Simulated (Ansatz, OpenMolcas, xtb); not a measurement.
Redistribution: CH2ClF + CBr2F2 → CH2F2 + CBr2ClF

Species: CH2ClF (chlorofluoromethane) `FCCl`, singlet; CBr2F2 (dibromodifluoromethane) `FC(F)(Br)Br`, singlet; CH2F2 (difluoromethane) `FCF`, singlet; CBr2ClF (dibromochlorofluoromethane) `FC(Cl)(Br)Br`, singlet. The partners trade Cl for F; both sit on C, so the bond types are kept.

Shapes, held fixed at every level: PBE0-D4/def2-TZVP. Programs: Ansatz 0.2.0, OpenMolcas 26.06, xtb 6.7.1. The zero-point and thermal change to 298 K, harmonic and unscaled (PBE0-D4/def2-TZVP), is +0.4 kJ/mol.

Estimate the reaction enthalpy at 298 K.

From tabulated heats of formation (Active Thermochemical Tables), ΔH(298 K) = +9.8 kJ/mol. Nearest: CCSD(T)/def2-TZVPP (+5.9); farthest: B3LYP/6-31G* (Cartesian functions) (+24.7). 4 of 9 levels lie within 10 kJ/mol. The wrong sign comes from GFN0-xTB. Relativity is left out for Br unless named. Correlated rows may include outer-core shells of Br, which these sets cover unevenly.

```tsv
level	kind	ΔH (kJ/mol)	computed − measured
GFN0-xTB	semi-empirical	-5.8	-15.6
SPW92/def2-TZVPP	LDA	+22.2	+12.4
B3LYP/6-31G* (Cartesian functions)	global hybrid	+34.4	+24.7
B3LYP-D4/def2-TZVPP	global hybrid	+18.1	+8.4
BHLYP-D4/def2-TZVPP	global hybrid	+18.3	+8.6
wB97M-V/def2-TZVPP	range-separated hybrid	+20.4	+10.6
wB97X-V/def2-TZVPP	range-separated hybrid	+20.7	+11.0
B2PLYP/def2-TZVPP	double hybrid	+17.9	+8.2
CCSD(T)/def2-TZVPP	coupled cluster or CI	+15.6	+5.9
```

Fluorine prefers the carbon that carries bromine: the measured enthalpy is +9.8 kJ/mol, and every level except GFN0-xTB reproduces that sign. Counting neighbours on each carbon, the F/F and Cl/F pairs cancel, so the exchange in effect turns Br/F and H/Cl contacts into Br/Cl and H/F ones. The cost therefore probably comes largely from crowding bulky chlorine against two bromines, together with the loss of lone-pair donation from fluorine into the low-lying C–Br antibonding orbitals.

B3LYP-D4 and BHLYP-D4 give +18.1 and +18.3 kJ/mol, so the fraction of exact exchange hardly matters here. The much larger B3LYP/6-31G* value suggests an unbalanced description of the halogens in the small basis, though the missing dispersion, which would favour the crowded product, may also contribute. Since CCSD(T) also lies above experiment, the overestimate is not peculiar to density functionals, and an error shared through the basis is plausible. The reaction enthalpy alone cannot separate steric repulsion from lone-pair donation.
